Question

I have non-relativistic Hartree-Fock binding energies for the 1s and 2s levels of sixteen neutral atoms, once as ΔSCF and once as the Koopmans value −ε.

Binding energies of the 1s and 2s levels of free neutral atoms, measured from the vacuum level, computed with Radial Dirac-Fock and Kohn-Sham solver 2. Non-relativistic Hartree-Fock, average of configuration, spherical and without spin polarisation, with a point nucleus; ε is the orbital eigenvalue.

```
species   Z           configuration  ΔSCF (1s) (eV)  ΔSCF less (−ε) (1s) (eV)  ΔSCF (2s) (eV)  ΔSCF less (−ε) (2s) (eV)
     Be   4                [He] 2s2          123.34                   -5.4464          8.0445                   -0.3712
      F   9            [He] 2s2 2p5          697.62                   -20.292          40.044                   -2.7468
      P  15            [Ne] 3s2 3p3          2148.1                   -28.509          197.01                   -7.8588
     Ca  20                [Ar] 4s2          4031.0                   -33.365          446.41                   -11.356
     Mn  25            [Ar] 3d5 4s2          6505.1                   -41.450          774.33                   -19.148
     Zn  30           [Ar] 3d10 4s2          9564.7                   -49.215          1181.4                   -25.733
     Br  35       [Ar] 3d10 4s2 4p5           13283                   -52.313          1747.4                   -26.803
     Mo  42            [Kr] 4d5 5s1           19568                   -58.092          2768.6                   -31.089
     Ag  47           [Kr] 4d10 5s1           24805                   -62.144          3636.0                   -34.218
     Te  52       [Kr] 4d10 5s2 5p4           30710                   -64.003          4666.0                   -34.992
     La  57            [Xe] 5d1 6s2           37276                   -66.060          5849.0                   -36.237
     Sm  62            [Xe] 4f6 6s2           44428                   -71.614          7102.3                   -42.043
     Ho  67           [Xe] 4f11 6s2           52216                   -76.227          8481.6                   -46.628
     Hf  72       [Xe] 4f14 5d2 6s2           60651                   -79.880           10000                   -49.964
     Ir  77       [Xe] 4f14 5d7 6s2           69756                   -82.125           11682                   -51.589
     Pb  82  [Xe] 4f14 5d10 6s2 6p2           79519                   -84.112           13515                   -52.988
```

The binding energies climb smoothly with Z, but the difference columns climb in fits and starts. From Ca to Zn the 2s entry changes by 14 eV, from Zn to Br by 1 eV. Why is the difference always negative, what sets its size, and why does it come in steps? Are Be, F and La faulty rows?

Answer

ΔSCF is the total energy of the ion with a hole in the stated shell less that of the neutral atom, each solved self-consistently. ε is the orbital energy in the neutral atom, and by Koopmans' theorem −ε is the cost of removing the electron with all other orbitals frozen. The column "ΔSCF less (−ε)" is therefore minus the relaxation energy, which I call R; B stands for the ΔSCF binding energy. The sign is variational: the ion described with the orbitals of the neutral atom is a trial state, and letting those orbitals adjust to the hole lowers its energy. A core-hole state is not the lowest state of the ion, so the argument assumes that the hole stays in its shell. R is positive in all rows, and larger for 1s than for 2s in each.

The size follows from asking what one spectator electron gains. Give it a hydrogenic orbital of principal quantum number n and scale ζ in the field of a screened charge Z*. In hartree,

E(ζ) = ζ²/2n² − Z*ζ/n²

which is lowest at ζ = Z*. The hole removes the screening δ that the lost electron supplied, so Z* becomes Z* + δ. The frozen orbital keeps ζ = Z*, the relaxed one takes ζ = Z* + δ, and the energy difference is δ²/2n², in which Z* has cancelled. Summing over shells with N remaining electrons,

R = Σ N δ²/2n²

In this picture R counts the electrons outside the hole, weighted by 1/n², and does not care how strongly any of them is bound. For δ I take Slater's rough screening constants: 0.30 within 1s, 0.35 within any other group, 0.85 for an s or p electron one shell further out, 1 for more distant shells and for d and f electrons, and 0 for electrons inside the hole.

Zn is a closed-shell atom, and for its 1s hole the other 1s electron, the eight n = 2, the eighteen n = 3 and the two 4s electrons give

R = 0.30²/2 + 8 × 0.85²/8 + 18/18 + 2/32 = 0.045 + 0.7225 + 1 + 0.0625 = 1.83 hartree = 49.8 eV

against 49.2 eV in the table, 1.2% too high. Nothing here was fitted to Zn or to any other row, although Slater's constants were themselves tuned to atomic energies. More than half of the sum comes from n = 3, and the ten 3d electrons alone supply 10/18 hartree.

That is the origin of the steps. The transition and lanthanide series put electrons into a shell of lower n than the valence shell, where the weight 1/2n² is larger. From Ca to Zn the count adds 15.1 eV to both holes, and the table adds 15.9 eV for 1s and 14.4 eV for 2s. From Zn to Br the new electrons go into 4p, and the 1s gain per unit of Z drops from 1.59 to 0.62 eV. The pattern repeats lower down: 0.39 eV per unit of Z from Ag to La, where mostly 5p and 6s fill, and 0.92 eV from La to Hf, where 4f fills. The table shows this link with the configuration directly. That compact shells just outside the hole contract strongly while diffuse ones contribute little is the standard reading, and the 1/n² weight is its simplest form.

From P to Pb the unfitted count has an rms error of 2.9% of the 1s relaxation energy and is too high in every row but P. A power law in Z with two constants fitted to the same rows reaches 3.3%, so the overall error hardly separates the two. The steps do: the power law gains only 10 eV from Ca to Zn, and twice the computed amount from Ag to La. One common factor of 0.97 on the count, fitted to P through Pb with Zn included, brings the rms error to 1.2%. For 2s the unfitted count does much worse: it is too high in every row from P to Pb, with an rms error of 21.6%, and a fitted power law beats it at 11.6%. Only with a common factor of its own, 0.831, does the 2s count come down to 5.8%, so for 2s it explains the steps better than the size. The row-by-row comparison is in the output printed after this answer.

B behaves differently because it is the energy of the removed electron itself, about (Z − σ)²/2 hartree for 1s. The σ needed rises from 0.99 in Be through 3.49 in Zn to 5.55 in Pb. It far exceeds the 0.30 of the 1s partner because each outer electron, once outside the 1s orbital, adds a nearly constant repulsive potential that lifts the level. Since σ grows more slowly than Z, B rises a little faster than Z², with exponent 2.12 from P to Pb. The same shell structure is present in B, but steps of some 10 eV vanish under keV. R/B for 1s accordingly falls in every row, from 4.4% in Be to 0.51% in Zn and 0.11% in Pb, although R grows from 5.4 to 84 eV.

Be and F are not faulty. In them 2s is a valence level with no shell of higher n outside it, so only δ = 0.35 terms remain: one in Be, for a count of 0.42 eV against 0.37 eV, and six in F, for 2.50 eV against 2.75 eV. This is why R/B for 2s rises from Be to F and falls only afterwards, and why both rows were kept out of the fits. Their 1s errors are the largest of the series, +13% and −9% of R. Keeping 0.30 for the 1s partner, Be would need δ near 0.79 and F near 0.90 in place of 0.85. The direction is what penetration predicts, since the two outer electrons of Be are 2s, which reach inside the 1s shell, and five of the seven in F are 2p, which largely stay outside it.

La is the worst row from P onward for both holes, with the count 4.5% too high for 1s and 32% for 2s. It stands at the end of a stretch of outer s and p filling, and the count overrates such stretches: from Ag to La it adds 5.1 eV to each hole, the table 3.9 eV for 1s and 2.0 eV for 2s. Over the 4f series it underrates the gain, so the error shrinks again up to Hf. The model gives 4p and 4f the same 1/32 hartree per electron and the net gains along the rows differ, but a net gain is not the share of the new electrons. The stretches from Zn to Br and from Ag to La both begin at a freshly filled d shell, loosely bound in Zn or Ag, and such a shell relaxes less once it sinks into the core, while the model holds its share fixed. That loss, rather than a small contribution from the new s and p electrons, is the likelier source of the shortfall. Z and occupation change together along the rows, so the table cannot separate the share of the new electrons from the drift of the old ones; ions of fixed configuration, such as Br⁵⁺ beside Zn, would. The good 1s agreement may for the same reason owe something to cancelling errors.

The difference between the two holes shows much of what the count gets wrong for 2s in the heavier rows. From Ca onward it predicts a fixed R(1s) − R(2s) of 21.3 eV, because every further electron is assigned δ = 1 for either hole. The computed difference grows from 22.0 eV in Ca to 31.1 eV in Pb, unevenly: by 2.0 eV over the five steps from Zn to Br, by 1.5 eV over the ten from Ca to Zn, and by only 0.09 eV over the fifteen from La to Hf, with its one fall, of a quarter of an eV, between La and Sm. The centrifugal barrier keeps an f electron out of the n = 1 and n = 2 region, so that it feels one full extra charge whichever hole is made. This fits the near constancy over 4f, best seen from Sm to Ho, where only 4f changes and the difference moves by 0.03 eV; La to Sm also gives up a 5d electron. The growth elsewhere need not come from the newly added electrons. Once 3d is in place it is fastest just after the shell fills, and a filled d shell that contracts with rising Z moves in towards the 2s orbital and feels less of a 2s hole, so its relaxation falls faster for 2s than for 1s. That drift is the likelier main source, with the penetration of new s and p electrons a smaller part. Some of it should persist over 4f, so the constancy there may hide a cancellation; the table proves neither point.

Shallower holes from the same calculations show where the count breaks down. In Pb the 4s hole, bound by 755 eV, and the 4f hole, bound by 166 eV, both relax by 13.4 eV. In Sm the 4f level at 9.5 eV relaxes by 6.2 eV and the 5s level at 46.5 eV by 2.1 eV. Depth of binding alone thus does not set R; what counts is how many electrons lie outside or alongside the hole. Yet the count is 2.3 times too high for Pb 4s and 1.8 times for 3s, and one reason is that Slater's rule lets an s electron screen the d and f electrons of its own shell fully although their radii are similar; giving those electrons 0.35 instead brings 4s into line but removes only part of the excess for 3s. It also merges 2s with 2p, whereas the 2p hole relaxes more by 1.5 eV in Mn, rising to 3.8 eV in Pb, over the seven atoms checked; a hydrogenic 2p orbital has the smaller mean radius, 5/Z against 6/Z bohr, and screens outer shells more completely. The model is a guide for holes well inside all other shells; elsewhere it can miss by more than a factor of two, in either direction.

The formula also says how other series would run. Along an isoelectronic series of cations N and n are fixed, so R should show no steps and change little beside the climb of B; since real orbitals are not hydrogenic, expect a slow decline from the neutral end, relatively larger for 2s than for 1s. Stripping the 4s electrons from Zn should cost the 1s hole only a few per cent of its R and removing 3d electrons much more. Kohn-Sham eigenvalues of a local functional obey no Koopmans theorem and carry self-interaction, so the difference there is not a relaxation energy and commonly has the opposite sign.

The limits bite mostly on B. Relativity is left out, and its leading hydrogenic 1s term, Z⁴α²/8 hartree with α the fine-structure constant, is as an order of magnitude comparable to R at Ca and a hundred times R at Pb. The measured K edge of Pb lies near 88 keV, a rough recalled figure, against 79.5 keV here, so relaxation is a minor correction in the heavy rows. Correlation, Breit and QED terms are absent too. Open shells are configuration averages, so Mn 3d5, Sm 4f6 and Ho 4f11 are not the Hund's-rule terms, no half-filled-shell effect or hole multiplet can appear, and small features at these rows should not be read as properties of the real atoms. Large ΔSCF entries are rounded to 1 eV, so R must be read from the difference columns.

Printed output of the fit:

```
R = relaxation (eV), rounded to 0.0005 eV at most; large bindings B rounded to 0.5 eV
    R1s count err% |  R2s count err% | R1s-R2s | R/B% 1s 2s | Slater B err% 1s 2s
Be  5.45  6.14 +12.7 |  0.37  0.42 +12.3 |  5.08 | 4.42 4.61 |  +3.3  -2.1
F  20.29 18.43  -9.2 |  2.75  2.50  -9.0 | 17.55 | 2.91 6.86 |  +4.6 -62.1
P  28.51 28.44  -0.2 |  7.86  8.38  +6.6 | 20.65 | 1.33 3.99 |  +3.2 -24.1
Ca 33.37 34.68  +3.9 | 11.36 13.36 +17.6 | 22.01 | 0.83 2.54 |  +2.5 -13.2
Mn 41.45 42.24  +1.9 | 19.15 20.91  +9.2 | 22.30 | 0.64 2.47 |  +2.4  -5.6
Zn 49.22 49.80  +1.2 | 25.73 28.47 +10.6 | 23.48 | 0.51 2.18 |  +2.2  -3.0
Br 52.31 54.05  +3.3 | 26.80 32.72 +22.1 | 25.51 | 0.39 1.53 |  +1.9  -3.1
Mo 58.09 59.69  +2.8 | 31.09 38.37 +23.4 | 27.00 | 0.30 1.12 |  +1.7  -2.3
Ag 62.14 63.95  +2.9 | 34.22 42.62 +24.6 | 27.93 | 0.25 0.94 |  +1.6  -1.7
Te 64.00 66.67  +4.2 | 34.99 45.34 +29.6 | 29.01 | 0.21 0.75 |  +1.4  -1.8
La 66.06 69.06  +4.5 | 36.24 47.73 +31.7 | 29.82 | 0.18 0.62 |  +1.3  -1.9
Sm 71.61 73.61  +2.8 | 42.04 52.29 +24.4 | 29.57 | 0.16 0.59 |  +1.2  -1.6
Ho 76.23 77.87  +2.2 | 46.63 56.54 +21.3 | 29.60 | 0.15 0.55 |  +1.2  -1.5
Hf 79.88 81.51  +2.0 | 49.96 60.18 +20.4 | 29.92 | 0.13 0.50 |  +1.1  -1.3
Ir 82.12 84.23  +2.6 | 51.59 62.90 +21.9 | 30.54 | 0.12 0.44 |  +1.1  -1.0
Pb 84.11 86.62  +3.0 | 52.99 65.29 +23.2 | 31.12 | 0.11 0.39 |  +1.0  -0.9
Fits on P to Pb (2s is valence in Be, F); rms %, worst row, then Be and F err%
1s count           rms  2.9 worst La  +4.5 | Be  +12.7 F   -9.2
1s 0.974 x count   rms  1.2 worst P  -2.8 | Be   +9.8 F  -11.5
1s 5.31 eV Z^0.63  rms  3.3 worst Zn  -7.1 | Be +134.3 F   +5.1
2s count           rms 21.6 worst La +31.7 | Be  +12.3 F   -9.0
2s 0.831 x count   rms  5.8 worst P -11.4 | Be   -6.7 F  -24.3
2s 0.56 eV Z^1.06  rms 11.6 worst P +23.1 | Be +546.1 F +105.4
Gain of R (eV): table, count, power law, table per unit Z; 1s | 2s | change of R1s-R2s
Ca-Mn  8.09  7.56  5.36 1.62 |  7.79  7.56  3.48 1.56 | +0.29
Mn-Zn  7.77  7.56  4.98 1.55 |  6.59  7.56  3.52 1.32 | +1.18
Ca-Zn 15.85 15.12 10.35 1.59 | 14.38 15.12  7.00 1.44 | +1.47
Zn-Br  3.10  4.25  4.68 0.62 |  1.07  4.25  3.55 0.21 | +2.03
Br-Ag  9.83  9.90 10.34 0.82 |  7.42  9.90  8.63 0.62 | +2.42
Ag-La  3.92  5.11  7.89 0.39 |  2.02  5.11  7.29 0.20 | +1.90
La-Hf 13.82 12.45 10.94 0.92 | 13.73 12.45 11.06 0.92 | +0.09
Hf-Pb  4.23  5.11  6.83 0.42 |  3.02  5.11  7.45 0.30 | +1.21
Screening Z - sqrt(2 B1s/Ha): Be 0.99 Ca 2.79 Mn 3.13 Zn 3.49 Ag 4.30 Pb 5.55
Exponent of B in Z, P to Pb: 1s 2.12, 2s 2.47
Order of missing relativity, (Z^4 alpha^2/8)/R1s: Be 0.0085 Ca 0.87 Mn 1.7 Zn 3 Ag 14 Pb 97
Pb 3s hole: B  3269.0 eV, R 30.22, count 53.05, count/R 1.76
Pb 3d hole: B  2560.2 eV, R 34.37, count 38.30, count/R 1.11
Pb 4s hole: B   754.6 eV, R 13.42, count 31.24, count/R 2.33
Pb 4f hole: B   165.8 eV, R 13.41, count 11.45, count/R 0.85
Sm 4f hole: B     9.5 eV, R  6.18, count  4.42, count/R 0.72
Sm 5s hole: B    46.5 eV, R  2.13, count  1.01, count/R 0.48
R2p-R2s (eV, count gives 0): Mn 1.51 Zn 1.87 Mo 2.68 Ag 2.93 Sm 3.38 Ho 3.43 Pb 3.84
```
